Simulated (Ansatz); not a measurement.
## The HOMO–LUMO gap down a group: O to Se

All atoms of one element are swapped for its congeners: B(CH3)(OH)2 (methylboronic acid); B(CH3)(SH)2; B(CH3)(SeH)2. All are singlets with charge 0.

Shapes, held fixed at every level: PBE0-D4/def2-TZVP. Flexible molecules stand in one conformer, not always the lowest. Programs: Ansatz 0.2.0. Values in eV.

```json
{"level": "PBE-D4/def2-TZVPP", "B(CH3)(OH)2": "7.11", "B(CH3)(SH)2": "4.77", "B(CH3)(SeH)2": "4.18"}
{"level": "r2SCAN-D4/def2-TZVPP", "B(CH3)(OH)2": "8.24", "B(CH3)(SH)2": "5.33", "B(CH3)(SeH)2": "4.72"}
{"level": "B3LYP-D4/def2-TZVPP", "B(CH3)(OH)2": "9.00", "B(CH3)(SH)2": "6.44", "B(CH3)(SeH)2": "5.73"}
{"level": "PBE0-D4/def2-TZVPP", "B(CH3)(OH)2": "9.67", "B(CH3)(SH)2": "6.85", "B(CH3)(SeH)2": "6.11"}
{"level": "wB97M-V/def2-TZVPP", "B(CH3)(OH)2": "13.54", "B(CH3)(SH)2": "11.00", "B(CH3)(SeH)2": "10.15"}
{"level": "wB97X-V/def2-TZVPP", "B(CH3)(OH)2": "14.07", "B(CH3)(SH)2": "11.33", "B(CH3)(SeH)2": "10.44"}
```

At wB97X-V/def2-TZVPP the HOMO–LUMO gap falls at every step, from 14.07 to 10.44 eV. Every level shows the same order. Relativity is left out for Se unless named. Orbital gaps aren't excitation energies, and the LUMO depends on the basis.

The gap narrows from oxygen to selenium with every functional, and the step from oxygen to sulfur is always much larger than that from sulfur to selenium. This fits the valence p shells of the chalcogens: oxygen 2p is compact and tightly bound, whereas sulfur 3p and selenium 4p lie higher and closer together, partly because the filled 3d shell of selenium screens the nuclear charge poorly. The HOMO is probably mainly a chalcogen lone pair, so it rises down the group. Weaker π donation into the empty boron p orbital, together with lower-lying σ* orbitals of the longer, weaker boron–chalcogen bonds, probably also lowers the acceptor levels.

The choice of functional shifts the gap of each molecule by more than the whole change from oxygen to selenium, probably largely through the differing share of exact exchange, especially at long range. The ordering is therefore well supported, but a single absolute gap is not. The gaps alone cannot show how much of the narrowing comes from the HOMO and how much from the LUMO.
